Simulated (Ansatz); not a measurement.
**Dissociation curves of SnH4 (SMILES [SnH4])**

SnH4: 5 atoms, total charge 0, spin state singlet. As SMILES, `[SnH4]`. The shape is that of a PBE0-D4/def2-TZVP optimisation.

```xyz
5

Sn    0.0000    0.0000    0.0000
H     0.8239   -0.8535    1.2229
H    -1.5636    0.4034    0.5431
H    -0.1168   -0.9746   -1.3925
H     0.8565    1.4246   -0.3736
```

The Sn1–H4 distance is scanned; the parts on either side stay rigid. Basis STO-3G, 18 core orbitals frozen in the correlated methods; program Ansatz 0.2.0. FCI is exact within this basis and core. Energies in eV from each method's value at 1.704 Å; methods without a U are spin-restricted. The shape above is that at 1.704 Å.

```
distance (Å)    HF  SVWN5   PBE  wB97X  BCCD(T)   FCI
       1.704  0.00   0.00  0.00   0.00     0.00  0.00
       2.130  1.55   1.29  1.19   1.37     1.17  1.17
       2.556  3.96   3.11  2.96   3.45     2.84  2.83
       3.407  7.90   5.84  5.60   6.88     4.40  4.40
       4.259  9.71   6.87  6.60   8.49     4.53  4.57
```

Departure from the FCI curve at its largest: HF +5.14 eV at 4.26 Å; SVWN5 +2.30 eV at 4.26 Å; PBE +2.04 eV at 4.26 Å; wB97X +3.92 eV at 4.26 Å; BCCD(T) -0.03 eV at 4.26 Å. Restricted functionals keep the electrons paired too, and rise too high. Restricted Hartree–Fock keeps the electrons paired, so it rises far too high as the bond breaks.

The exact curve is almost flat beyond 3.407 Å, as expected once the Sn–H σ bond has largely separated into two radical fragments. There the σ and σ* orbitals become nearly degenerate, and two configurations are needed to cancel the ionic terms that a single closed-shell determinant retains. BCCD(T) recovers this mixing well for one breaking electron pair, though its slight undershoot at the end suggests that the perturbative triples are beginning to overcorrect.

At every stretched distance the error falls in the order HF, wB97X, SVWN5, PBE. This probably reflects the more localised exchange hole of the semilocal functionals, which mimics part of the left–right correlation that exact exchange leaves out.

The FCI rise of 4.57 eV is well above the known Sn–H bond strength. The likely main cause is the minimal basis, whose contracted hydrogen function suits a bonded atom better than a free one. The close agreement between BCCD(T) and FCI therefore supports the treatment of correlation, not the absolute bond energy.
